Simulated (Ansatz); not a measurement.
# ZnSe: energy above lowest point against volume scale

All results are calculated (Ansatz 0.2.0). Free energy against uniform scaling of the volume at fixed shape and fractions; periodic cell, basis, potentials, k mesh and filling as listed.

The cell before it is scaled or strained (space group F-43m, No. 216):
```
CELL_PARAMETERS angstrom
0.00000 2.84320 2.84320
2.84320 0.00000 2.84320
2.84320 2.84320 0.00000
ATOMIC_POSITIONS crystal
Zn 0.00000 0.00000 0.00000
Se 0.25000 0.25000 0.25000
```

Settings of every row: functional PBE; dispersion none; potentials PAW; wave cutoff 450 eV; density cutoff 1800 eV; k mesh 6x6x6; k shift 0x0x0; occupations fixed; smearing width 0 eV; spin none.

| row | volume scale | V (Å³/atom) | energy above lowest point (meV/atom) |
| --- | --- | --- | --- |
| 1 | 0.9406 | 21.619 | 33 |
| 2 | 0.9703 | 22.301 | ? |
| 3 | 1 | 22.984 | 2.5 |
| 4 | 1.0297 | 23.666 | 0 |
| 5 | 1.0594 | 24.349 | 4.3 |

Question: what energy above lowest point should row 2 give?

Worked fit of energy above lowest point. Take u = (V_r/V)^(2/3) − 1 with V_r = 23.325 Å³ an atom, which is twice the finite (Eulerian) strain; such expansions in the strain, on which the Birch-Murnaghan equation of state is built, carry the rest volume and the bulk modulus. The shown rows have u = 0.05194, 0.00987, -0.00963, -0.02824. Least squares give energy above lowest point = 0.31 + 129.8 × u + 9616 × u² meV/atom; a straight line predicts inner rows, each left out in turn, worse (root mean square 9.4 against 0.09 meV/atom). All shown rows lie on it to the printed digit. Its lowest point lies at u = -0.0067, or V = 23.56 Å³ an atom, and the curvature there gives the bulk modulus at fixed shape and fractions, B = (4/9)(1 + u)² E″(u)/V = 57.3 GPa. The withheld row has u = 0.03038, so the fit gives 0.31 + 129.8 × (0.03038) + 9616 × (0.03038)² = 13.1 meV/atom.

The calculation gave 13 meV/atom. The fit lies 0.1 meV/atom (0.3 % of the column's range) above it, one unit of the last digit.
